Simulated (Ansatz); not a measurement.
## Ligand exchange: SiH2Br2 + C2H5Br → SiH3Br + C2H4Br2

Gas-phase species: SiH2Br2 (dibromosilane) `Br[SiH2]Br`, singlet; C2H5Br (bromoethane) `CCBr`, singlet; SiH3Br `[SiH3]Br`, singlet; C2H4Br2 `CC(Br)Br`, singlet. The partners trade Br for H: Si–Br and C–H bonds give way to Si–H and C–Br.

Shapes, held fixed at every level: PBE0-D4/def2-TZVP. Programs: Ansatz 0.2.0. The zero-point and thermal change to 298 K, harmonic and unscaled (PBE0-D4/def2-TZVP), is -9.1 kJ/mol.

(1) Estimate ΔH(298 K) of this reaction.

Results:

(1) The highest level, CCSD(T)/def2-TZVPP, gives ΔH(298 K) = +139.7 kJ/mol; the levels span +137.6 to +147.3. The column of differences is taken from that level and isn't an error. No measured value is set beside it here. Relativity is left out for Br. Outer-core shells of Br are correlated, in sets that cover them unevenly. Times are processor times on shared x86 and Arm servers, and rough.

```csv
level,kind,ΔH(298 K) (kJ/mol),less CCSD(T)/def2-TZVPP,CPU time (sum over the molecules)
SPW92/def2-TZVPP,LDA,+137.6,-2.1,16 s
PBE-D4/def2-TZVPP,GGA,+139.9,+0.2,24 s
B3LYP-D4/def2-TZVPP,global hybrid,+143.1,+3.4,41 s
PBE0-D4/def2-TZVPP,global hybrid,+147.3,+7.6,30 s
wB97M-V/def2-TZVPP,range-separated hybrid,+146.3,+6.6,1.9 min
B2PLYP/def2-TZVPP,double hybrid,+144.4,+4.7,51 s
CCSD/def2-TZVPP,coupled cluster or CI,+143.1,+3.4,–
CCSD(T)/def2-TZVPP,coupled cluster or CI,+139.7,0.0,–
```

Moving bromine from silicon to carbon in exchange for hydrogen is strongly endothermic at every level, with +139.7 kJ/mol from CCSD(T). The reason lies in both pairs of bonds. Silicon is the more electropositive centre, so its bond to bromine is more polar and stronger than C–Br, while hydrogen binds more strongly to carbon, whose compact valence orbitals overlap better with H 1s. The reaction thus gives up the stronger partner of each pair. The negative thermal correction fits the replacement of a stiff C–H oscillator by a softer Si–H one, but it is far too small to alter the outcome.

The choice of method changes the size of the enthalpy, not its sign. Closeness to CCSD(T) doesn't follow the usual ranking of functionals: PBE-D4 lies nearer than any of the hybrids, which probably reflects cancellation of errors between unlike bonds. Since the number of gas molecules is unchanged, entropy is unlikely to overturn the preference for bromine on silicon. The rate of exchange in either direction remains open.
